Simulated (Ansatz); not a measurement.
How methods differ on BH3 (SMILES B)

BH3 has 4 atoms, charge 0, and is taken as a singlet. SMILES: `B`. Geometry: relaxed at PBE0-D4/def2-TZVP.

```csv
atom,x (Å),y (Å),z (Å)
B,0.0139,-0.0151,-0.0051
H,0.9822,0.3817,0.5688
H,-0.2762,-1.1718,0.0430
H,-0.6644,0.7449,-0.6269
```

Quantity: the vertical ionisation energy (to the doublet cation), in eV. The values are calculated.

```csv
level,kind,program,value (eV),CPU time (all runs)
"PBEsol-D3(BJ)/def2-SVP (sfX2C, density fitting with def2-universal-jkfit), open shells restricted",GGA,Ansatz,12.81,4 s
CAM-B3LYP-D4/ANO-RCC-MB (sfX2C),range-separated hybrid,Ansatz,15.13,1.1 s
CAM-B3LYP-D4/ANO-RCC-VDZ (sfX2C),range-separated hybrid,Ansatz,13.31,1.4 s
CAM-B3LYP-D4/ANO-RCC-VDZP (sfX2C),range-separated hybrid,Ansatz,13.17,2.1 s
HSE06/cc-pVDZ,range-separated hybrid,Ansatz,12.99,1.5 s
CAM-B3LYP-D4/ANO-RCC-VTZP (sfX2C),range-separated hybrid,Ansatz,13.18,3.5 s
HSE06/cc-pVTZ,range-separated hybrid,Ansatz,13.02,2.4 s
CAM-B3LYP-D4/ANO-RCC-VQZP (sfX2C),range-separated hybrid,Ansatz,13.18,6.8 s
HSE06/cc-pVQZ,range-separated hybrid,Ansatz,13.02,5.4 s
HSE06/cc-pV5Z,range-separated hybrid,Ansatz,13.02,14 s
```

The values span 12.81 to 15.13 eV. Without the sets that lack polarisation functions the rows with a basis span only 12.81 to 13.18 eV. Times are those of the runs behind each value, whatever else they computed, on shared processors of several kinds: orders of magnitude only.

Basis flexibility matters more here than the choice of functional. CAM-B3LYP falls from 15.13 eV in the minimal basis to 13.31 eV with a double-zeta set, then settles at 13.18 eV once polarisation functions are present. HSE06 is equally settled, at 13.02 eV from triple-zeta upwards. The minimal set probably fails because its fixed radial functions cannot contract around the hole, which leaves the cation too high in energy relative to the neutral molecule.

In planar BH3 the boron p orbital perpendicular to the plane is empty, so the electron leaves a degenerate pair of B–H bonding orbitals rather than a lone pair, consistent with the large ionisation energy. The remaining gap between the two hybrids may reflect their different treatment of long-range exchange. Basis convergence establishes each functional's own limit, not which one is closer to the true value. Removing one electron from the degenerate pair makes the cation Jahn–Teller active, so the adiabatic threshold should lie below these vertical energies.
